Q: The molecule here is cis-4,5-dimethyl-1,3,2-dioxaborolane, a five-membered ring in which a B–H unit sits between two oxygens. Each oxygen leads on to a ring carbon that bears a methyl group. How do I read the table, and which carbon has the larger shift?

GIAO shifts of cis-4,5-dimethyl-1,3,2-dioxaborolane, calculated with PySCF 2.14.0 at PBE0/pcSseg-1 in cyclohexane on GFN2-xTB geometries (tblite 0.8.0). They are unscaled, with references at the same level; each H has the number of its carrier atom. Averages use Boltzmann weights at 298.15 K from PBE0-D3(BJ) energies with GFN2-xTB free-energy terms.

```
atom  nucleus  count  reference  shift in conformer 1 (ppm)  averaged shift (ppm)
   1      13C      2        TMS                       19.90                 19.90
   2      13C      2        TMS                       79.20                 79.20
   4      11B      1   BF3.OEt2                       26.40                 26.40
   1       1H      6        TMS                        1.24                  1.24
   2       1H      2        TMS                        4.82                  4.82
   4       1H      1        TMS                        3.87                  3.87
```

A: Start with what a shift is. Electrons circulate in the magnet's field and alter the field that a nucleus feels; the shielding σ measures this effect. The shift δ compares the sample with a reference compound:

δ = σ(reference) − σ(sample)

A larger shift therefore means a less shielded nucleus. In the column "atom", 1 is the methyl carbon, 2 the ring carbon bonded to oxygen, and 4 the boron. A proton carries the number of the atom it is bonded to, and "count" says how many nuclei share the signal.

The ring carbon has the larger shift, 79.20 ppm against 19.90 ppm for the methyl carbon. The gap of 59.3 ppm goes mainly with a plain difference in bonding: one carbon holds an oxygen and the other does not. The ring carbon also has one more carbon neighbour than the methyl carbon, which usually adds a smaller part in the same direction.

Q: Oxygen pulls electrons away, so there are fewer of them left to shield the carbon. Is that the whole explanation?

A: It gives the right direction, but it misses the larger part of the mechanism. Take the limiting case of a free atom with a spherical electron cloud. The field makes the whole cloud circulate, and this circulation opposes the field at the nucleus. There is only shielding.

Bonding destroys the spherical symmetry, and then a second effect appears. The field mixes occupied orbitals with empty ones, as if it tried to turn a p orbital by a right angle about the field direction. The resulting current strengthens the field at the nucleus and so deshields it. The effect grows when the p electrons lie close to the nucleus and when little energy separates the occupied from the empty orbitals.

Oxygen helps on both counts. It draws density from the carbon, so the remaining 2p electrons are held more tightly, and the empty antibonding orbital of a C–O bond lies lower than that of a C–C bond. This is the standard theory of carbon shifts; the table shows its result, not the separate contributions.

Q: The protons follow the same order, yet their shifts are much closer together. Does oxygen hardly affect them?

A: It affects them, but a proton has a less sensitive electron shell around it. The proton on the ring carbon lies 3.58 ppm above those of the methyl groups. The corresponding carbon gap is about 17 times as large.

The limiting case explains why. A hydrogen atom has a 1s orbital and no valence p shell. Turning a sphere about its own centre changes nothing, so the strong deshielding current that carbon can carry has almost no counterpart at hydrogen. What remains is mainly the change in electron density around the proton, together with the weaker fields of currents on neighbouring atoms.

The two ppm scales should therefore not be read as equal measures of electron withdrawal. A few ppm is a large change for a proton and a modest one for a carbon. The same reasoning applies to other light elements: a nucleus with a partly filled p shell usually has a much wider shift range than hydrogen.

Q: Then I would place the B–H proton lowest of all. Boron is less electronegative than carbon, so it should leave more density on its hydrogen. Why is that wrong?

A: The argument looks only at the atom directly bonded to the proton. On that basis B–H should lie below CH₃, but the calculation puts it 2.63 ppm above. A ranking by the bonded atom alone fails here.

The comparison changes more than that one atom. The boron carries two oxygens, while the methyl carbon carries none. Boron is also three-coordinate, with a formally empty p orbital that allows currents a methyl carbon does not have. Both differences can alter the field at the proton, and these shifts alone cannot divide the result between them.

Known chemistry supplies a useful limiting case. In the borohydride ion, boron has four hydrogens, no oxygen and no empty p orbital, and its protons resonate far below the 3.87 ppm calculated here. A proton on boron thus has no fixed shift of its own. Before predicting one, look at the coordination of the boron, its charge and its other neighbours.

Q: Let us turn to the boron itself. Its shift is 26.40 ppm. Does the empty p orbital show up there?

A: Yes, that orbital is the natural explanation. The reference, BF₃·OEt₂, has four-coordinate boron, and its shift is zero by definition. In our ring the boron has only three neighbours, and an empty p orbital stands perpendicular to their plane. A field lying in that plane can mix the bonding electrons with this orbital, which is the deshielding effect we met at carbon.

The size depends on how empty the orbital really is. At one limit, the neighbours donate nothing, the orbital stays low in energy, and the deshielding is strong. Trialkylboranes come close to this limit. At the other, a fourth neighbour donates an electron pair, the orbital becomes part of a new bond, and the low-lying empty level disappears.

Our ring lies between these limits. The lone pairs on its two oxygens partly fill the p orbital and push the remaining empty level upwards. Replace the oxygens by alkyl carbons and the boron shift should rise, because this donation is lost. Let an amine bind to boron and the shift should fall towards the reference. Both directions agree with the known behaviour of boron compounds, although the table itself contains only this one molecule.

Q: The last two columns are identical. Does that mean that averaging over conformers makes no difference, and that I could change the temperature freely?

A: Within this calculation, yes, but for a simple reason. The averaged shift is a sum over conformers i, each with a population w and a shift δ:

δ(average) = Σ w(i) δ(i)

The search kept one conformer, so its population is 1 and the sum has a single term. The average must equal the shift in conformer 1. Raising the temperature would redistribute populations, but here there is nothing to redistribute.

The equality is therefore no evidence that the real shifts are independent of temperature. A real ring bends and twists about its mean shape, and its methyl groups rotate. The shielding was calculated for one fixed structure, whose ring came out flat in an approximate tight-binding calculation. If the true ring is slightly puckered, or moves between two puckered forms, the shifts could change even though these two columns agree.

Q: All the values have two decimals. Which digits would you trust, and what happens if the reference shielding was calculated badly?

A: The second decimal describes the arithmetic, not the agreement with an experiment. To see what survives, use a simple model of the error. A poor reference value adds the same amount a to every shift of one nucleus. A general tendency to exaggerate or understate shifts multiplies them by a factor b:

δ(calculated) = a + b δ(true)

Now subtract two signals of the same nucleus:

δ₁(calculated) − δ₂(calculated) = b [δ₁(true) − δ₂(true)]

The reference error a has vanished. The factor b stretches or shrinks the gap, but as long as b is positive it cannot reverse the order.

Here is an estimate for carbon. Suppose that correcting the scale changes every calculated shift by 5 %; this figure is chosen for illustration and is not a measured error. The gap then changes by

0.05 × 59.3 ppm ≈ 3 ppm

This would matter if you wanted to match a spectrum to the nearest ppm. It does not touch the conclusion that the carbon bonded to oxygen lies far above the methyl carbon.

The model fails when errors differ from site to site. The B–H proton lies only 0.95 ppm below the OCH proton, and the two sit in different kinds of bond. A common scale error cannot exchange them, but unequal errors that add up to about 1 ppm could. I would trust this order less than the position of the methyl protons below both.

Boron is the most exposed case. It has one signal, so there is no second boron shift against which a reference error could cancel. The reference is also four-coordinate while the sample is three-coordinate, and a method need not describe both equally well. I would read the value as "clearly above the four-coordinate reference, as expected for three-coordinate boron with two oxygens" and build nothing on its decimals.

Q: One last question about shape. The two methyl groups are on the same side of the ring. Does the methyl carbon shift of 19.90 ppm show that they crowd each other?

A: One value cannot show that. Crowding is known to shield carbon: when two carbon groups separated by three bonds come close together, their carbon signals tend to move to lower shift. This is called the γ-gauche effect. In a flat ring, the two cis methyl groups are nearly eclipsed, so they are closer than they would be in the trans isomer. It is reasonable to suspect some shielding here, but the shift of 19.90 ppm also contains everything else that affects a methyl carbon.

The error model tells you how to isolate the effect. Calculate the trans isomer in exactly the same way and subtract its methyl shift from the cis value. The reference error cancels, and because the two methyl groups have the same bonded neighbours, much of the site-dependent error should cancel too. A negative difference would support the crowding argument, provided that it persists when both ring shapes are optimised with a better method. How large that difference is, and whether it survives the change of geometry, is the question this table leaves open.
